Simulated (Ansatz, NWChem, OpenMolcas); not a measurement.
# Errors in the dipole moment

6 molecules with halogens; the dipole moment in D, computed less measured. Shapes, held fixed at every level: PBE0-D4/def2-TZVP. No vibrational averaging. Dipoles are compared by magnitude; molecules under 1 D, whose direction can flip, are left out. Programs: Ansatz 0.2.0, NWChem 7.3.0, OpenMolcas 26.06. Measured values: NIST CCCBDB.

Levels: A = r2SCAN-D4/def2-TZVPP; B = B3LYP/STO-3G; C = B3LYP/6-31G* (Cartesian functions); D = wB97M-V/def2-TZVPP.

```tsv
molecule	measured	A	B	C	D
CHFO (formyl fluoride)	2.02	+0.02	-0.70	-0.05	+0.09
PF3 (phosphorus trifluoride)	1.03	-0.18	-0.33	-0.05	+0.04
CH3Cl (chloromethane)	1.87	+0.05	+0.17	+0.14	+0.01
CH3F (fluoromethane)	1.85	-0.12	-0.95	-0.16	-0.07
SiH3Cl (chlorosilane)	1.31	-0.09	+1.20	+0.37	-0.07
SO2F2 (sulfuryl fluoride)	1.12	+0.02	+0.04	+0.06	+0.04
```

Task: Which level does best on this set, which worst, and which err to one side?

Result: 
| level | kind | mean error | mean absolute error | worst case |
| --- | --- | --- | --- | --- |
| r2SCAN-D4/def2-TZVPP | meta-GGA | -0.050 | 0.080 | PF3 |
| B3LYP/STO-3G | global hybrid | -0.095 | 0.565 | SiH3Cl |
| B3LYP/6-31G* (Cartesian functions) | global hybrid | +0.052 | 0.138 | SiH3Cl |
| wB97M-V/def2-TZVPP | range-separated hybrid | +0.007 | 0.053 | CHFO |

On this set wB97M-V/def2-TZVPP has the smallest mean absolute error and B3LYP/STO-3G the largest. wB97M-V/def2-TZVPP is too high in 4 of 6. The smallest two are near a tie. The set is small.

The B3LYP/STO-3G errors are mainly a basis-set failure, since the same functional with 6-31G* reduces the mean absolute error from 0.565 to 0.138 D. Its small mean error reflects cancellation between opposite failures, notably -0.95 D for CH3F and +1.20 D for SiH3Cl. Both chlorides come out too polar and the fluorides not polar enough, except SO2F2, where opposing S–O and S–F bond contributions probably hide errors in the density.

A minimal valence set cannot let the fluorine density expand as it gains charge, which suppresses the C–F bond dipole. In SiH3Cl, the missing polarisation functions probably hinder both the distortion of the chlorine density and lone-pair donation towards silicon, leaving too much charge separation. The remaining +0.37 D with 6-31G* fits an incomplete remedy, though the comparison with the larger-basis levels also changes the functional. No level errs consistently to one side, so a uniform shift or scaling of the dipoles would not correct any of them.
